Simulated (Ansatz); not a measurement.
## Two structures of ClHNSi2−

Structure X: a singlet given by its coordinates. Structure Y: a singlet given by its coordinates. Both are isolated ions in the gas phase, relaxed with B3LYP-D3(BJ)/def2-SVPD.

X (Å):

```xyz
5

Cl   -1.0343   -1.1156    1.8001
N    -0.5963    2.0695    2.2286
Si   -1.6451    1.0862    1.0996
Si   -1.9458    2.0158    3.3087
H     0.3818    2.3350    2.2860
```

Close contacts (Å): Cl1–Si3 2.39, N2–Si3 1.83, N2–Si4 1.73, Si3–Si4 2.42, N2–H5 1.02.

Y (Å):

| atom | x (Å) | y (Å) | z (Å) |
| --- | --- | --- | --- |
| Cl | -2.1100 | -1.0641 | 0.9424 |
| N | -0.9263 | 1.3531 | 2.5842 |
| Si | -0.9410 | -0.2808 | 2.7785 |
| Si | -1.0267 | 3.0268 | 2.6246 |
| H | 0.2758 | 3.3967 | 1.8334 |

Close contacts (Å): Cl1–Si3 2.31, N2–Si3 1.65, N2–Si4 1.68, Si4–H5 1.57.

Energies in hartree; the thermal terms are from B3LYP-D3(BJ)/def2-SVPD harmonic frequencies (ideal gas, rigid rotor, one conformer each, 298.15 K, 1 atm) and include the zero-point energy:

|  | X | Y |
| --- | --- | --- |
| E, CCSD(T)/def2-SVPD | −1092.652683 | −1092.662112 |
| E, MP2/def2-SVPD | −1092.592682 | −1092.602461 |
| E, MP2/def2-TZVPPD | −1093.116985 | −1093.127979 |
| zero-point energy | 0.017026 | 0.012750 |
| H(298 K) − E | 0.023308 | 0.019463 |
| G(298 K) − E | −0.012861 | −0.017980 |

Q: Correct the CCSD(T) difference for the basis set by the MP2 change, then work out ΔE, ΔE₀, ΔH and ΔG for X → Y in kJ/mol (1 Eh = 2625.50 kJ/mol) and the equilibrium ratio [Y]/[X].

A: 1. Differences Y − X: CCSD(T) −0.009429, MP2 in the small set −0.009779, MP2 in the large set −0.010994 Eh.
2. ΔE = −0.009429 + (−0.010994 − (−0.009779)) = −0.010644 Eh = −27.95 kJ/mol.
3. ΔE₀ = ΔE + ΔZPE = −0.010644 + (−0.004276) Eh = −39.17 kJ/mol.
4. ΔH = ΔE + (−0.003845) Eh = −38.04 kJ/mol.
5. ΔG = ΔE + (−0.005119) Eh = −41.39 kJ/mol, so ΔS = (ΔH − ΔG)/T = +11.2 J/(mol K).
6. kT = 0.9442 mEh, so K = [Y]/[X] = exp(−ΔG/kT) = exp(+16.69) ≈ 1.8 × 10^7.

Structure Y is favoured at this temperature. An error of 4 kJ/mol in ΔG would change K by a factor of 5. Large T1 diagnostics make the coupled-cluster value less sure. Mirror images and further conformers aren't counted.

Other levels gave ΔE = −26.8 (B3LYP-D3(BJ)/def2-SVPD); −40.4 (HF/def2-SVPD); −25.7 (MP2/def2-SVPD); −24.8 (CCSD(T)/def2-SVPD) kJ/mol. The correlated steps freeze 16 core orbitals. Programs: Ansatz 0.2.0.

Y lies below X at every level listed, and the preference is mainly enthalpic, with entropy adding little. X is a three-membered NSi2 ring with hydrogen on nitrogen; Y is an open, nearly linear Si–N–Si chain with hydrogen on silicon. Opening the ring gives up the Si–Si contact and exchanges a strong N–H bond for a weaker Si–H bond. The shorter Si–N distances in Y, 1.65 and 1.68 Å, suggest that this cost is outweighed by relief of ring strain and stronger, polar Si–N bonding, with nitrogen lone-pair density delocalised towards both silicon atoms. Replacing the stiff N–H stretch with a softer Si–H stretch also lowers the zero-point energy, reinforcing the electronic preference. The Cl–Si contacts are long in both ions, which points to weakly bound, chloride-like chlorine. Hartree–Fock gives the largest energy gap, so electron correlation appears to favour the compact ring, though not enough to reverse the order. The equilibrium ratio says nothing about how quickly X would convert, since that requires both hydrogen migration and ring opening.
